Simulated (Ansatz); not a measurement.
## Zr₄O: pressure against volume

Zr₄O, R-3, a = 5.581 Å, c = 30.846 Å. The structure is a Materials Project entry; whether it is the stable form wasn't checked. Ansatz: PBEsol, PAW, 420 eV, Γ-centred 6×6×6 mesh on 15 atoms, Gaussian smearing 0.10 eV; no spin polarisation. Shape and atoms are relaxed at each volume; pressure is positive in compression.

| V (Å³/atom) | P (GPa) |
| --- | --- |
| 16.270 | ? |
| 16.825 | 14.63 |
| 17.380 | 9.05 |
| 17.934 | 4.20 |
| 18.489 | 0.00 |
| 19.044 | -3.65 |
| 19.598 | -6.80 |
| 20.338 | -10.36 |

Problem. Take V0 = 18.489 Å³/atom, fit the third-order Birch–Murnaghan form to the other rows, and predict the missing pressure.

Solution. With the Eulerian strain f = ½[(V0/V)^(2/3) − 1] and y = P/[3f(1 + 2f)^(5/2)], the form is the line y = B0 + 1.5 B0 (B0′ − 4) f. Rows (f, y): 0.03245, 128.4; 0.02105, 129.3; 0.01026, 129.7; -0.00976, 131.0; -0.01904, 131.2; -0.03078, 131.5. Means f = 0.0006967, y = 130.18; Σ(Δf)² = 0.003004, ΣΔfΔy = -0.1493; the slope is their ratio. y = 130.2 − 49.70 f GPa, so B0 = 130.2 GPa and B0′ = 4 + 2 × (-49.70)/(3 × 130.2) = 3.75. At V = 16.270, f = 0.04449, y = 127.99 and P = 21.14 GPa. The run gave 21.05 GPa, so the fit is 0.09 GPa too high, a small miss on the scale of the series.

Cost: 8 runs of about 30 core-minutes in all, on Intel Xeon 6975P-C (Granite Rapids) (shared hosts).

The pressure curve describes a metal-rich suboxide that is stiffer than elemental zirconium but stiffens only modestly under compression. Oxygen in zirconium suboxides normally occupies octahedral interstices of a close-packed metal lattice, where short, polar Zr–O bonds resist compression more strongly than the metallic bonding around them. The normalised pressure y falls with compression in every fitted row, which is what puts B0′ slightly below 4. This probably reflects the zirconium sublattice: in early transition metals, compression moves s electrons into bonding d states, partly offsetting the rise in repulsion.

The fall in y is also steeper on the compressed side than on the expanded side, so a single straight line averages over some curvature. Extended to the smallest volume, beyond the fitted range, it should therefore overshoot, as it does. The miss thus suggests a small higher-order strain term rather than a sudden change in bonding. The curve supports a smooth volume response, but can't show how compression is shared between the a and c axes.
